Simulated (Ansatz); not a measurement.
**Al3GaN4: moving Al off its site**

Al3GaN4, Pm, a = 5.043 Å, b = 3.130 Å, c = 5.418 Å, β = 90.0°. The structure is a Materials Project entry; whether it is the stable form wasn't checked. Ansatz: PBEsol, PAW, 420 eV, Γ-centred 6×8×4 mesh on 8 atoms, Gaussian smearing 0.05 eV; no spin polarisation.

```xyz
8
Lattice="5.0434 0.0000 0.0001 0.0000 3.1301 0.0000 -0.0032 0.0000 5.4180" Properties=species:S:1:pos:R:3 pbc="T T T"
Al    2.5223    1.5650    0.9066
Al    0.0019    1.5650    4.5230
Al    0.0044    0.0000    1.7971
Ga    2.5166    0.0000    3.6095
N     0.5585    0.0000    3.6102
N     0.6170    1.5650    0.9057
N     3.1500    1.5650    4.5522
N     3.1419    0.0000    1.7679
```

Atom 1 (Al) moves by x along the unit vector (-0.813, 0.000, -0.582), with its periodic images; all else is held. y is the free energy of the cell over the start, F the force along the path summed over the moved atoms.

```tsv
x (Å)	y (meV)	F (eV/Å)
-0.200	374.7	3.57
-0.150	215.5	2.78
-0.100	97.8	1.92
-0.050	24.9	0.99
0.000	0.0	0.00
0.050	26.4	-1.06
0.100	107.3	-2.18
0.150	245.9	-3.37
0.175	?	?
0.200	445.9	-4.64
```

Q: Fit y = c2 x² + c3 x³ + c4 x⁴ to the energies of the other rows, give the force constant, and predict energy and force of the missing row.

A: Least squares on the rows shown. y = 10251 x² + 4462.2 x³ + 165.23 x⁴. The force constant is 2 c2 = 20.5 eV/Å² (for all images moving together, not for a lone atom). The force −dy/dx at the missing row is -4.00 eV/Å (computed -4.00). At x = 0.175 the fit asked for gives 338.0 meV. The run gave 338.0 meV, the same to the digits shown.

The aluminium atom sits in a single, stiff well along this path, with no sign of an off-centre minimum within the range sampled. The well is lopsided: a displacement of 0.200 Å costs 445.9 meV in the positive direction but 374.7 meV in the negative one. The coordinates explain the sign. Positive x drives Al largely towards one nitrogen of its tetrahedron and away from two others, and the short-range repulsion in the compressed Al–N bond rises faster than the stretched bonds soften. The high curvature fits the short, strong and strongly polar bonds of a tetrahedral nitride.

The asymmetry is carried almost wholly by the cubic term. The quartic contribution stays close to the rounding of the energies even at the ends of the path, so its coefficient has little physical weight of its own. The agreement at the omitted row supports interpolation within this range, not extrapolation to bond breaking or Al migration. One direction also can't show how anisotropic the site is, nor establish the dynamical stability of the crystal.
